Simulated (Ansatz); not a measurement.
## MnS: the change of energy above lowest point with volume scale

All results are calculated (Ansatz 0.2.0). Free energy against uniform scaling of the volume at fixed shape and fractions; periodic cell, basis, potentials, k mesh and filling as listed.

The cell before it is scaled or strained (space group R-3m, No. 166):
```
CELL_PARAMETERS angstrom
1.83610 1.06010 5.96160
-1.83610 1.06010 5.96160
0.00000 -2.12010 5.96160
ATOMIC_POSITIONS crystal
Mn 0.00000 0.00000 0.00000
Mn 0.50000 0.50000 0.50000
S 0.75000 0.75000 0.75000
S 0.25000 0.25000 0.25000
```

Settings of every row: functional PBE; dispersion none; potentials PAW; wave cutoff 421.78 eV; density cutoff 1687.1 eV; k mesh 7x7x7; k shift 0x0x0; occupations fermi dirac; smearing width 0.1 eV; spin collinear.

Limits: a known weakness of the program can leave such a cell on a higher state; coarse k mesh, up to 40 meV an atom off; state may not be the lowest; the cell comes from a prototype or a list of computed structures and needn't be the stable phase.

```
row  volume scale  V (Å³/atom)  energy above lowest point (meV/atom)
  1        0.9406       16.372                                     0
  2        0.9703       16.888                                   0.1
  3             1       17.405                                     ?
  4        1.0297       17.922                                  16.6
  5        1.0594       18.439                                  31.5
```

Question: what energy above lowest point should row 3 give?

Worked fit of energy above lowest point. Take u = (V_r/V)^(2/3) − 1 with V_r = 17.405 Å³ an atom, which is twice the finite (Eulerian) strain; such expansions in the strain, on which the Birch-Murnaghan equation of state is built, carry the rest volume and the bulk modulus. The shown rows have u = 0.04163, 0.02031, -0.01933, -0.03774. Least squares give energy above lowest point = 5.9 − 423.1 × u + 6760 × u² meV/atom; a straight line predicts inner rows, each left out in turn, worse (root mean square 6.2 against 0.012 meV/atom). All shown rows lie on it to the printed digit. The withheld row has u = 0, so the fit gives 5.9 − 423.1 × (0) + 6760 × (0)² = 5.9 meV/atom.

The calculation gave 6 meV/atom. The fit lies 0.1 meV/atom (1.7 % of the value, 0.32 % of the column's range) below it, one unit of the last digit.
